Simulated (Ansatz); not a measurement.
# SiC: energy above lowest point against volume scale

Free energy against uniform scaling of the volume at fixed shape and fractions; periodic cell, basis, potentials, k mesh and filling as listed. The results are calculated, by Ansatz 0.2.0.

The cell before it is scaled or strained (space group P6_3mc, No. 186):
```
cell vectors (Å)
   3.0760     0.0000     0.0000
  -1.5380     2.6639     0.0000
   0.0000     0.0000     5.0480
atoms (fractions of the cell vectors)
Si  0.33333  0.66667  0.00000
Si  0.66667  0.33333  0.50000
C   0.33333  0.66667  0.38500
C   0.66667  0.33333  0.88500
```

Settings of every row: functional PBE; dispersion none; potentials PAW; wave cutoff 500 eV; density cutoff 2000 eV; k mesh 12x12x4; k shift 0x0x0; occupations fermi dirac; smearing width 0.05 eV; spin none; SCF threshold exponent -10.

| row | volume scale | V (Å³/atom) | energy above lowest point (meV/atom) |
| --- | --- | --- | --- |
| 1 | 0.9 | 9.307 | 112.3 |
| 2 | 0.925 | 9.565 | 66.2 |
| 3 | 0.95 | 9.824 | 33.4 |
| 4 | 0.975 | 10.082 | 12.3 |
| 5 | 1 | 10.341 | ? |
| 6 | 1.025 | 10.6 | 0 |
| 7 | 1.05 | 10.858 | 6.6 |
| 8 | 1.075 | 11.117 | 20.4 |
| 9 | 1.1 | 11.375 | 40.5 |

Question: what energy above lowest point should row 5 give?

Worked fit of energy above lowest point. Take u = (V_r/V)^(2/3) − 1 with V_r = 10.341 Å³ an atom, which is twice the finite (Eulerian) strain; such expansions in the strain, on which the Birch-Murnaghan equation of state is built, carry the rest volume and the bulk modulus. The shown rows have u = 0.07276, 0.05338, 0.03478, 0.01705, -0.01636, -0.032, -0.04709, -0.06156. Least squares give energy above lowest point = 1.57 + 355.3 × u + 16037 × u² meV/atom; a straight line predicts inner rows, each left out in turn, worse (root mean square 24 against 0.055 meV/atom). The rows lie off it by 0.0, 0.0, 0.1, 0.0, 0.0, 0.0, 0.0, 0.0. Its lowest point lies at u = -0.0111, or V = 10.52 Å³ an atom, and the curvature there gives the bulk modulus at fixed shape and fractions, B = (4/9)(1 + u)² E″(u)/V = 212 GPa. Letting shape and atoms relax would as a rule lower it, by much in layered, chain or molecular crystals. The withheld row has u = 0, so the fit gives 1.57 + 355.3 × (0) + 16037 × (0)² = 1.6 meV/atom.

The calculation gave 1.6 meV/atom. The fit meets it to the printed digit.
